## The question

In the silanolate ion, H₃SiO⁻, one hydrogen can be bent towards the oxygen or away from it. How much energy this costs depends on the method. The table follows the H–Si–O angle, called bend, as this hydrogen swings at a fixed distance from silicon and the other atoms stay in place.

Rigid scan of the H–Si–O bend in gas-phase silanolate, H₃SiO⁻ (SMILES [O-][SiH3]), computed with Ansatz 0.2.0 in the def2-TZVPPD basis, with frozen cores in CCSD and CCSD(T). All else is held as in the PBE0-D4/def2-TZVP minimum, which lies at 117.0°. Each method's energies are counted from its own value at that structure.

| bend (°) | CCSD(T) (eV) | r2SCAN-D4 (eV) | HF (eV) | CCSD (eV) | T1 diagnostic |
| --- | --- | --- | --- | --- | --- |
| 93.0 | 0.5137 | 0.5001 | 0.5472 | 0.5189 | 0.017 |
| 99.0 | ? | ? | ? | ? | ? |
| 105.0 | 0.1275 | 0.1239 | 0.1250 | 0.1273 | 0.017 |
| 111.0 | 0.0322 | 0.0311 | 0.0265 | 0.0315 | 0.017 |
| 117.0 | 0.0000 | 0.0000 | 0.0000 | 0.0000 | 0.016 |
| 123.0 | 0.0299 | 0.0296 | 0.0438 | 0.0318 | 0.016 |
| 129.0 | 0.1214 | 0.1191 | 0.1568 | 0.1263 | 0.017 |
| 135.0 | ? | ? | ? | ? | ? |
| 141.0 | 0.4886 | 0.4770 | 0.5893 | 0.5029 | 0.017 |

CCSD(T), the most complete treatment of electron correlation here, serves as the reference. Hartree–Fock (HF) lets each electron feel only the average field of the others. Widen the angle from 117° and HF lies too high in every known row. Narrow it and HF is slightly too low at 105° and 111°, yet too high again at 93°. What is its error at 99° and at 135°?

The T1 diagnostic, a warning sign for methods built on one electron configuration, barely changes over the known rows. The energies also rise smoothly on both sides of 117°, so nothing hints at a change of electronic state.

## Two springs with different rest angles

Close to its minimum, each energy curve is nearly the parabola of a spring. Parabolas through the points at 111°, 117° and 123° put the HF minimum at 116.3° and the CCSD(T) minimum at 117.1°. The same parabolas make HF about 13% stiffer. These rest angles belong to this cut, because the bond lengths and the other two hydrogens stay where PBE0-D4 put them.

Let d be the angle less 117°, where both curves are set to zero. Subtracting one parabola from the other leaves two terms:

HF less CCSD(T) ≈ a·d + b·d²

The term a·d comes from the different rest angles and changes sign with d. The term b·d² comes from the extra stiffness and is positive on both sides. On the wide side the two add up. On the narrow side they compete: the shift wins for small bends, the stiffness for large ones.

The common zero might seem to create the dip on the narrow side. However, the HF minimum lies only about 0.5 meV below that zero, while HF is 5.7 meV too low at 111°. Counting HF from its own minimum would leave the dip in place.

## What correlation does to the bend

HF less CCSD(T) is, by definition, the change in correlation energy along the bend with its sign reversed. Where HF is too high, correlation stabilises the bent ion more than the ion at 117°. Where HF is too low, it stabilises the bent ion less.

Orbital theory offers a possible reason for the extra stiffness of HF. Bending turns the hydrogen away from the direction in which its bond to silicon is strongest. The bonding orbital then rises, the antibonding orbital falls, and excited configurations come closer in energy. They mix in more strongly and lower the energy of the bent ion, which softens the spring. HF leaves this mixing out. This picture accounts only for the b·d² term, which has the same sign on both sides. The table shows such a term but doesn't test the orbital steps. The coupled-cluster output gives them no direct support: the largest amplitude of a double excitation is slightly smaller at 93° than at the minimum.

CCSD, which includes single and double excitations but not the triples correction of CCSD(T), removes most of the error. About 16% of it remains at 93° and 14% at 141°. Most of the softening thus comes from singles and doubles.

## The forecast

No symmetry makes the two directions of bending equivalent, so a small term c·d³ is allowed as well. A least-squares fit to the seven known rows gives a = 1.64, b = 0.116 and c = −0.00042, for energies in meV and d in degrees. The terms in d and d³ partly replace each other: without the cubic term, a would come out smaller.

At 99°, which was not in the fit, d is −18:

- shift and cubic term: −29.6 + 2.4 ≈ −27 meV
- stiffness: about +38 meV
- sum: about +11 meV

At 135° the first part changes sign, and the two add up to about 65 meV. The forecasts for HF less CCSD(T) are therefore **11 ± 2 meV at 99°** and **65 ± 2 meV at 135°**. The ranges are judgements, helped by known neighbours on both sides.

## The computed values

The withheld rows as computed:

| bend (°) | CCSD(T) (eV) | r2SCAN-D4 (eV) | HF (eV) | CCSD (eV) | T1 diagnostic |
| --- | --- | --- | --- | --- | --- |
| 99.0 | 0.2875 | 0.2798 | 0.2976 | 0.2892 | 0.017 |
| 135.0 | 0.2742 | 0.2682 | 0.3386 | 0.2833 | 0.017 |

HF lies 10.1 meV above CCSD(T) at 99° and 64.4 meV above it at 135°. Both values fall within their ranges, and the error has indeed turned positive again by 99°.

Before rounding, the forecasts were 10.6 and 64.8 meV, each about half a meV too high. The part that changes sign was right; the part common to both sides was slightly too large. That part grows a little faster than d², and the fit takes its curvature mainly from the two ends of the scan, so it overshoots in between.

Why correlation also favours a wider angle remains open.

## A rule for checking a bending curve

Compare methods on both sides of the minimum. At 105° HF is only 2% below CCSD(T) and looks excellent, because its two faults nearly cancel. At 129°, an equally large bend the other way, the same faults add up and HF is 29% too high.
